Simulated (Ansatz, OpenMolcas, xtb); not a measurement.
## How methods differ on GeSiH5Cl (SMILES Cl[SiH2][GeH3])

The species is GeSiH5Cl (8 atoms), meant as a singlet with charge 0. As SMILES, `Cl[SiH2][GeH3]`. The coordinates come from a PBE0-D4/def2-TZVP relaxation.

Quantity: the HOMO–LUMO gap, in eV. The values are calculated.

```csv
level,kind,program,value (eV)
GFN2-xTB,semi-empirical,xtb,4.76
HF/cc-pVDZ,Hartree–Fock,OpenMolcas,13.88
SVWN5/cc-pVDZ,LDA,OpenMolcas,5.67
PBE/cc-pVDZ,GGA,Ansatz,5.81
TPSS/cc-pVDZ,meta-GGA,OpenMolcas,6.14
B3LYP/cc-pVDZ,global hybrid,Ansatz,7.46
CAM-B3LYP/cc-pVDZ,range-separated hybrid,Ansatz,10.22
HSE06/cc-pVDZ,range-separated hybrid,Ansatz,7.07
B2PLYP/cc-pVDZ,double hybrid,Ansatz,10.11
```

All-electron rows without a relativistic Hamiltonian named are non-relativistic. The values span 4.76 to 13.88 eV. Orbital gaps aren't excitation energies, and those of double hybrids come from the SCF part alone; they tend to grow with the share of exact exchange.

Every method gives this saturated silylgermane a clear HOMO–LUMO separation, but its size depends strongly on the treatment of exchange. The semi-local functionals lie close together, from 5.67 eV with SVWN5 to 6.14 eV with TPSS, while Hartree–Fock reaches 13.88 eV. The widening probably arises because nonlocal exchange stabilises occupied orbitals much more than empty ones, an effect that screening at long range weakens. HSE06 fits this picture: it falls below B3LYP despite its larger short-range fraction of exact exchange, whereas CAM-B3LYP, which strengthens the long-range part, lies near B2PLYP.

Chemically, the HOMO is probably the Si–Ge σ bond with some chlorine lone-pair admixture, since this bond is weaker and higher in energy than the Si–H or Si–Cl bonds. The LUMO should have σ* character, as there is no π system. The data support a sizeable orbital gap but not a single method-independent value. Without diffuse functions, the energy of a weakly bound or unbound LUMO also remains uncertain.
